**Question.** Books on solar cells state that the probability $f(\mathbf r)$ that a carrier generated at $\mathbf r$ is collected by a p-n junction equals the dark excess minority density at $\mathbf r$, "suitably normalised", and that the saturation current is "collected thermal generation". I can verify this for a uniformly doped slab. But a diffused silicon emitter has a built-in field that pushes holes towards the junction, so it helps collection and opposes injection. How can the two problems share a solution? What is the normalisation, and when does the statement fail?

---

**Answer.** The normalisation is local. One divides by the equilibrium density at the same point,

$$f(\mathbf r)=\frac{\delta p_{\rm dark}(\mathbf r)}{p_0(\mathbf r)\,[e^{qV/kT}-1]},$$

and in the variable $\delta p/p_0$ the field disappears into a self-adjoint operator. This is the reciprocity theorem of Donolato (1985), derived here for arbitrary shape and doping.

## 1. Premises and conventions

$\Omega$ is the quasi-neutral n-type region and holes are the minority carriers (for a p-type region exchange the roles). Its boundary consists of $\Sigma_J$, the edge of the space-charge region, and $\Sigma_S$, all other surfaces and contacts. $\hat{\mathbf n}$ points out of $\Omega$ and $\partial_n=\hat{\mathbf n}\cdot\nabla$. $q>0$, $V>0$ is forward bias, and current is positive from p to n. Energies are electron energies.

1. Steady state, uniform temperature $T$, no magnetic field.
2. Low injection and quasi-neutrality: $\delta p=p-p_0\ll n$, and $n$ keeps its equilibrium value.
3. The electron quasi-Fermi level $E_{Fn}$ is flat in $\Omega$ (no majority-carrier ohmic drop).
4. Holes are non-degenerate and obey drift-diffusion, $\mathbf J_p=\mu_p\,p\,\nabla E_{Fp}$, with $D=\mu_pkT/q$ independent of bias. Electrons may be degenerate.
5. Net recombination is linear: $\delta p/\tau(\mathbf r)$ per volume, and $S(\mathbf r)\,\delta p$ per area on $\Sigma_S$.
6. On all of $\Sigma_J$, $E_{Fn}-E_{Fp}=qV$.

$p_0$, $D$, $\tau$ and $S$ are arbitrary positive functions of position ($S=0$ and $S\to\infty$ are limits).

## 2. The self-adjoint transport equation

By premise 4, $p=N_v\exp[(E_v-E_{Fp})/kT]$. By premise 2, $n$ is unchanged, so the band edges lie as far from $E_{Fn}$ as they lay from the Fermi level in equilibrium, and $p_0=N_v\exp[(E_v-E_{Fn})/kT]$. Dividing,

$$p=p_0(\mathbf r)\,e^{(E_{Fn}-E_{Fp})/kT}.$$

Doping gradients, gap narrowing, a varying $N_v$ and electron degeneracy all sit in $p_0(\mathbf r)$. With $E_{Fn}$ constant, $\nabla E_{Fp}=-kT\,\nabla\ln(p/p_0)$. Define $w=\delta p/p_0=p/p_0-1$. The particle flux $\mathbf F=\mathbf J_p/q$ is

$$\mathbf F=-D\,p\,\nabla\ln(p/p_0)=-Dp_0\nabla w. \tag{1}$$

Expanding (1) gives $\mathbf F=-D\nabla p+\mu_p p\,\mathbf E_{\rm eff}$ with $\mathbf E_{\rm eff}=(kT/q)\nabla\ln p_0$, so the drift term has not been dropped. It is contained in $p_0$.

With an external pair generation rate $G$, continuity reads $\nabla\cdot\mathbf F=G-\delta p/\tau$. Put $a=Dp_0$, $b=p_0/\tau$, $\sigma=Sp_0$:

$$\mathcal L w\equiv\nabla\cdot(a\nabla w)-b\,w=-G. \tag{2}$$

On $\Sigma_S$ allow a surface source $g_s$ (holes emitted into $\Omega$ per area and time). The outward flux is recombination minus source:

$$-a\,\partial_n w=\sigma w-g_s\quad\text{on }\Sigma_S. \tag{3}$$

On $\Sigma_J$, premise 6 gives $w=e^{qV/kT}-1$.

## 3. Two boundary-value problems

**Injection (dark).** $G=0$, $g_s=0$. The problem is linear and the boundary value on $\Sigma_J$ is one constant, so $w_{\rm dark}=(e^{qV/kT}-1)\,h$, where

$$\mathcal Lh=0,\qquad h=1\ \text{on }\Sigma_J,\qquad a\,\partial_nh=-\sigma h\ \text{on }\Sigma_S. \tag{4}$$

The solution is unique. The difference $d$ of two solutions vanishes on $\Sigma_J$. Multiplying $\mathcal Ld=0$ by $d$ and integrating by parts gives $\int(a|\nabla d|^2+bd^2)\,d^3r+\int_{\Sigma_S}\sigma d^2\,dA=0$, hence $d=0$.

**Collection (short circuit).** $V=0$, so $w=0$ on $\Sigma_J$, with sources $G$, $g_s$ in (2) and (3). The rate of holes delivered to the junction is

$$\Phi=\int_{\Sigma_J}\mathbf F\cdot\hat{\mathbf n}\,dA=-\int_{\Sigma_J}a\,\partial_nw\,dA.$$

The collection probability is defined by a point source: $f(\mathbf r_0)=\Phi/g$ for $G=g\,\delta^3(\mathbf r-\mathbf r_0)$. This definition makes no reference to the dark problem.

## 4. Green's identity

For any two smooth functions, $\nabla\cdot(h\,a\nabla w)=h\nabla\cdot(a\nabla w)+a\nabla h\cdot\nabla w$. Subtract the same line with $h$ and $w$ exchanged. The gradient products cancel, and so do the terms $b\,hw$ when $\mathcal L$ is completed:

$$h\,\mathcal Lw-w\,\mathcal Lh=\nabla\cdot\big[a\,(h\nabla w-w\nabla h)\big].$$

Integrate over $\Omega$ with the divergence theorem, taking $h$ from (4) and $w$ from the collection problem:

$$-\int_\Omega hG\,d^3r=\oint a\,(h\,\partial_nw-w\,\partial_nh)\,dA.$$

- On $\Sigma_J$: $h=1$ and $w=0$, so the contribution is $\int a\,\partial_nw\,dA=-\Phi$.
- On $\Sigma_S$: by (3) and (4) the integrand is $h(g_s-\sigma w)+w\,\sigma h=h\,g_s$. The recombination terms cancel because the same $S$ acts in both problems.

Therefore

$$\Phi=\int_\Omega h\,G\,d^3r+\int_{\Sigma_S}h\,g_s\,dA. \tag{5}$$

Shrink a smooth $G$ of total strength $g$ onto $\mathbf r_0$. Since $h$ is continuous, $\Phi\to g\,h(\mathbf r_0)$, so

$$\boxed{f(\mathbf r)=h(\mathbf r)=\frac{\delta p_{\rm dark}(\mathbf r)}{p_0(\mathbf r)\,[e^{qV/kT}-1]}} \tag{6}$$

The second term of (5) shows that carriers emitted at a surface are collected with the boundary value of the same function.

**It is a probability.** At an interior minimum with $h<0$, $\nabla h=0$ and $\nabla^2h\ge0$ give $\mathcal Lh>0$, against (4). A negative minimum on $\Sigma_S$ needs $\partial_nh\le0$, but (4) gives $\partial_nh=-\sigma h/a>0$. The mirrored argument excludes a positive maximum inside or on $\Sigma_S$, so the maximum is the value 1 on $\Sigma_J$ and $0\le f\le1$.

**Where the field went.** Divide $\mathcal Lf=0$ by $p_0$:

$$\nabla\cdot(D\nabla f)+\mu_p\mathbf E_{\rm eff}\cdot\nabla f-f/\tau=0,$$

whereas the dark density obeys $\nabla\cdot(D\nabla\delta p)-\nabla\cdot(\mu_p\mathbf E_{\rm eff}\,\delta p)-\delta p/\tau=0$. The two operators are adjoints and their drift terms have opposite signs. The substitution $\delta p=p_0f\times$const maps one onto the other. A field that aids collection keeps $f$ near 1, and the same field keeps the injected density low far from the junction, because $p_0$ is low there. Only for uniform $p_0$ may (6) be written as $\delta p(\mathbf r)/\delta p(\Sigma_J)$.

## 5. The saturation current

In the dark, holes enter $\Omega$ through $\Sigma_J$ at the rate $-\int\mathbf F\cdot\hat{\mathbf n}\,dA$, so $I=I_0(e^{qV/kT}-1)$ with $I_0=q\int_{\Sigma_J}a\,\partial_nh\,dA$. Integrate $\mathcal Lh=0$ over $\Omega$:

$$\int_{\Sigma_J}a\,\partial_nh\,dA+\int_{\Sigma_S}a\,\partial_nh\,dA=\int_\Omega b\,h\,d^3r .$$

Insert the surface condition of (4) and then (6):

$$\boxed{I_0=q\int_\Omega\frac{p_0}{\tau}\,f\,d^3r+q\int_{\Sigma_S}S\,p_0\,f\,dA} \tag{7}$$

With $h$ in it, (7) is only particle conservation: what is injected recombines. Reciprocity supplies the second reading. In equilibrium, recombination $p_0/\tau$ and $Sp_0$ is balanced by equal thermal generation, and these generation rates do not depend on $p$. Each is weighted in (7) by its chance of reaching the junction.

This reading can be derived directly. Take strong reverse bias, $p=0$ on $\Sigma_J$, and use $u=p/p_0=w+1$. Then (2) and (3) without external sources become $\mathcal Lu=-b$, $-a\,\partial_nu=\sigma u-\sigma$, and $u=0$ on $\Sigma_J$. This is the collection problem with $G=p_0/\tau$ and $g_s=Sp_0$, and (5) returns (7).

Four remarks complete the result.

- Equation (7) is the contribution of one quasi-neutral region. The diode's $I_0$ is the sum of (7) and its analogue for electrons on the p side.
- At an ideal ohmic contact $S\to\infty$ and $f\to0$, while the product stays finite: $Sp_0f=-Dp_0\,\partial_nf$ by (4). The surface term must not be dropped there.
- With bias and light together, linearity and (5) give $I=I_0(e^{qV/kT}-1)-q\int fG\,d^3r$ for this region.
- Multiplying $\mathcal Lh=0$ by $h$ and integrating by parts gives $I_0=q\,Q[h]$ with $Q[\psi]=\int(a|\nabla\psi|^2+b\psi^2)\,d^3r+\int_{\Sigma_S}\sigma\psi^2dA$. For $\psi=h+\epsilon$ with $\epsilon=0$ on $\Sigma_J$ the cross term vanishes by (4), so $Q[\psi]=Q[h]+Q[\epsilon]\ge Q[h]$. The trial $\psi=1$ yields the transparent-emitter bound $I_0\le q\int b\,d^3r+q\int\sigma\,dA$. It also follows that $I_0$ cannot fall when $a$, $b$ or $\sigma$ is raised anywhere.

## 6. An exactly solvable graded emitter

Let $x=0$ be the surface and $x=W$ the junction edge, with donor density $N=N_s\,t$, $t=e^{-x/\lambda}$. Model the rest as follows.

- Apparent gap narrowing $\Delta E=E_1\ln(N/N_r)$ for $N\ge N_r$, defined by $p_0=(n_i^2/N)\,e^{\Delta E/kT}$, so that it absorbs electron degeneracy. Then $p_0=p_s\,t^{-(1-\eta)}$ with $\eta=E_1/kT$ and $p_s=(n_i^2/N_s)(N_s/N_r)^\eta$.
- Auger recombination $C\,n\,(np-n_0p_0)=CN^2\delta p$, so $1/\tau=t^2/\tau_s$ with $\tau_s=1/(CN_s^2)$.
- Constant $D$.

Write $2\nu=1-\eta$, $L_s=\sqrt{D\tau_s}$ and $z_s=\lambda/L_s$. Since $p_0'/p_0=2\nu/\lambda$, the equation $(af')'=bf$ becomes $f''+(2\nu/\lambda)f'=t^2f/L_s^2$. With $d/dx=-(t/\lambda)\,d/dt$ and $d^2/dx^2=(t^2\,d^2/dt^2+t\,d/dt)/\lambda^2$,

$$t^2f_{tt}+\eta\,t f_t=z_s^2t^2f.$$

Insert $f=\sum_kc_kt^{m+2k}$. The lowest power requires $m(m-1+\eta)=0$, so $m=0$ or $2\nu$, and the higher powers give $(m+2k)(m+2k-2\nu)\,c_k=z_s^2c_{k-1}$. With $y=z_s^2/4$ and the rising factorial $(\cdot)_k$,

$$\phi_1=\sum_{k\ge0}\frac{(yt^2)^k}{k!\,(1-\nu)_k},\qquad \phi_2=t^{2\nu}\sum_{k\ge0}\frac{(yt^2)^k}{k!\,(1+\nu)_k}.$$

These are proportional to $z^\nu I_{-\nu}(z)$ and $z^\nu I_{\nu}(z)$, with $z=z_st$ and $I$ the modified Bessel function. Put $f=A\phi_1+B\phi_2$ and let a dot denote $t\,d/dt$. At the surface $\partial_n=-d/dx$, so (4) reads $Df'(0)=Sf(0)$, that is $\dot f+sf=0$ at $t=1$ with $s=S\lambda/D$. With $f(t_W)=1$, $t_W=e^{-W/\lambda}$,

$$\rho\equiv-\frac BA=\left.\frac{\dot\phi_1+s\phi_1}{\dot\phi_2+s\phi_2}\right|_{t=1},\qquad A=\frac1{\phi_1(t_W)-\rho\,\phi_2(t_W)}.$$

Define $J^*=qDp_s/\lambda$. The current density at the junction edge, and the two terms of (7) with $dx=-\lambda\,dt/t$, are

$$J_0=qDp_0(W)f'(W)=-J^*\,t_W^{-2\nu}\dot f(t_W), \tag{8}$$

$$J_{\rm bulk}=J^*z_s^2\int_{t_W}^1t^{\eta}f\,dt,\qquad J_{\rm surf}=-J^*\dot f(1)=J^*s\,f(1). \tag{9}$$

The form $-J^*\dot f(1)$ also holds for $S\to\infty$, where $\rho=\phi_1(1)/\phi_2(1)$.

## 7. Numbers for a phosphorus-doped silicon emitter

Assumed inputs, each of typical size for heavily doped n-type Si at $T=300$ K: $n_i=1.0\times10^{16}\ \mathrm{m^{-3}}$, $E_1=14$ meV, $N_r=1.4\times10^{23}\ \mathrm{m^{-3}}$, $C=2.8\times10^{-43}\ \mathrm{m^6\,s^{-1}}$, $D=3.4\times10^{-4}\ \mathrm{m^2\,s^{-1}}$, $N_s=1.0\times10^{26}\ \mathrm{m^{-3}}$, $\lambda=100$ nm, and $S=100\ \mathrm{m\,s^{-1}}$ for a passivated surface. The junction edge is placed where $N=N_r$. Intermediate values are carried unrounded.

Then $kT/q=25.85$ mV, $\eta=0.5415$, $\nu=0.2292$, $t_W=1.4\times10^{-3}$ and $W=0.657\ \mu$m. The narrowing at the surface is $92.0$ meV, 8 % of the measured gap of 1.12 eV (compiled value, Wing 2021). Further, $p_s=3.51\times10^7\ \mathrm{m^{-3}}$ and $p_0(W)=7.14\times10^8\ \mathrm{m^{-3}}$, a ratio of $20.3$. The effective field $2\nu kT/q\lambda=1.19\times10^5\ \mathrm{V\,m^{-1}}$ points towards the junction. Finally $\tau_s=0.357$ ns, $L_s=0.348\ \mu$m, $z_s=0.2870$, $y=0.02059$, $s=0.02941$ and $J^*=19.13\ \mathrm{nA\,m^{-2}}$.

The series converge within a few terms: $\phi_1(1)=1.0269$, $\dot\phi_1(1)=0.05405$, $\phi_2(1)=1.0168$, $\dot\phi_2(1)=0.5000$, $\phi_1(t_W)=1.0000$, $\phi_2(t_W)=0.04916$. Because $yt_W^2$ is tiny, (8) reduces to $J_0\simeq-2\nu BJ^*$, with a relative correction below $10^{-4}$.

| | passivated | ideal ohmic contact |
|---|---|---|
| $\rho$ | 0.1590 | 1.0099 |
| $A$ | 1.0079 | 1.0522 |
| $B$ | −0.1602 | −1.0626 |
| $f(x=0)$ | 0.872 | 0 |
| $f(x=\lambda)$ | 0.910 | 0.383 |
| $J_{\rm bulk}$ (nA m⁻²) | 0.9147 | 0.244 |
| $J_{\rm surf}$ (nA m⁻²) | 0.4906 | 9.075 |
| $J_0$ from (8) (nA m⁻²) | 1.4053 | 9.319 |

The extra digits serve only to display the identity (7): in each column the collected bulk and surface generation from (9) add up to the injected current from (8).

Relation (6) can be confirmed without Green's identity. Place a sheet source of strength $g$ at $x_0$. For $x<x_0$ take the combination $\phi_1-\rho\phi_2$, which satisfies the surface condition, and for $x>x_0$ the combination that vanishes at $W$. Match them by continuity of $w$ and a jump $-g$ in $aw'$. The product of $a$ with the Wronskian of two solutions is independent of $x$, and this gives $-a\,w'(W)/g=f(x_0)$, which is $0.910$ for $x_0=\lambda$ in the passivated case.

The normalisation matters. In the passivated emitter a pair created at the surface is collected with probability $0.872$, which is also the internal quantum efficiency for light absorbed in a layer much thinner than $\lambda$. The ratio $\delta p(0)/\delta p(W)=f(0)\,p_s/p_0(W)$ is only $0.0429$, and reading it as a collection probability would be wrong by the factor $20.3$.

The model's saturation current densities are thus about $1.4\ \mathrm{nA\,m^{-2}}$ (passivated) and $9.3\ \mathrm{nA\,m^{-2}}$ (contacted), where $1\ \mathrm{nA\,m^{-2}}=100\ \mathrm{fA\,cm^{-2}}$. The inputs, $S$ in particular, were chosen so that the model shows the magnitudes typical of diffused emitters of this surface doping, so these values test nothing about real silicon. Their sensitivity to the inputs is as follows.

- A uniform 10 meV shift of $\Delta E$ multiplies $a$, $b$ and $\sigma$ by one factor. It leaves $f$ unchanged and scales $J_0$ by $1.47$.
- The hole mobility typically rises at lower doping. For the passivated case the bound of section 5 caps $J_0$ at $1.58\ \mathrm{nA\,m^{-2}}$, 13 % above the model value, whatever $D(x)$ is. For the contacted case, recombination is minor and $J_0\approx q/\int dx/(Dp_0)$. The part of that integral from $N<10^{25}\ \mathrm{m^{-3}}$ is 31 %, and an assumed doubling of $D$ there raises $J_0$ by about 19 %.

## 8. Range of validity

**What is free.** Shape, dimension, doping profile, gap narrowing, and position-dependent $D$, $\tau$ and $S$. An unbounded region is allowed if the solutions decay. An anisotropic $D$ is allowed if the tensor is symmetric, since then $\nabla h\cdot a\nabla w=\nabla w\cdot a\nabla h$ still cancels. At an isotype heterointerface inside $\Omega$ across which $w$ and the normal flux are continuous, the boundary terms from the two sides cancel: $p_0$ and $\delta p$ jump, $f$ does not. Premise 6 can be relaxed to a finite transfer velocity $S_J$, as for thermionic emission over a band spike, $\mathbf F\cdot\hat{\mathbf n}=\sigma_J[w-(e^{qV/kT}-1)]$ with $\sigma_J=S_Jp_0$. The integrand on $\Sigma_J$ is then $-\sigma_Jwh+\sigma_Jw(h-1)=-\sigma_Jw$, whose integral is again $-\Phi$, so (6) and (7) survive with $f<1$ on $\Sigma_J$. This needs $\sigma_J$ to be independent of bias.

**What breaks or limits it.**

- *High injection or nonlinear recombination.* Then $a$, $b$ or $\sigma$ depend on $w$, and (6) fails as a statement connecting $V=0$ with finite $V$. In the example at $V=0.65$ V, $\delta p(W)=5.9\times10^{19}\ \mathrm{m^{-3}}$ and $\delta p/N=4.2\times10^{-4}$. This is the largest value in the emitter, since $p_0f/N$ falls towards the surface. A lightly doped base reaches the limit first.
- *Series resistance.* Lateral drops in $E_{Fn}$ make the junction voltage vary along $\Sigma_J$. Then $w_{\rm dark}$ is no longer a constant times $h$.
- *Moving boundary.* $\Sigma_J$ shifts with bias. Equation (6) compares the two problems on the same $\Omega$. The shift matters little here because $f\approx1$ and $b$ is small near $W$.
- *Space-charge recombination.* It lies outside $\Omega$ and is not part of (7). For midgap traps it is roughly $J_{02}\,e^{qV/2kT}$ with $J_{02}\approx qn_id/2\tau_0$. An assumed active width $d=100$ nm and assumed lifetime $\tau_0=10\ \mu$s give $J_{02}=8.0\ \mu\mathrm{A\,m^{-2}}$. This current exceeds the passivated emitter current below $0.45$ V and is a fraction $0.020$ of it at $0.65$ V.
- *Loss of quasi-neutrality.* The profile must vary slowly on the Debye length $L_D=\sqrt{\varepsilon kT/q^2N}$. With the measured static dielectric constant 11.7 (compiled value, Ioffe Institute), $L_D=10.9$ nm at $N_r$ and $(L_D/\lambda)^2=0.012$, and the ratio is smaller deeper in the doped layer.
- *Non-diffusive transport.* The mean free path $\sim3D/v_{\rm th}$ is $5.1$ nm for a typical thermal speed of $2\times10^5\ \mathrm{m\,s^{-1}}$, short against $\lambda$. Emitters only tens of nanometres thick, hot photocarriers and avalanche multiplication are outside premise 4.
- *Magnetic field.* The tensor $D$ acquires an antisymmetric part with $D(\mathbf B)^{T}=D(-\mathbf B)$. Green's identity then pairs $\mathcal L$ with its transpose, and the collection probability in $\mathbf B$ equals the normalised dark density in $-\mathbf B$.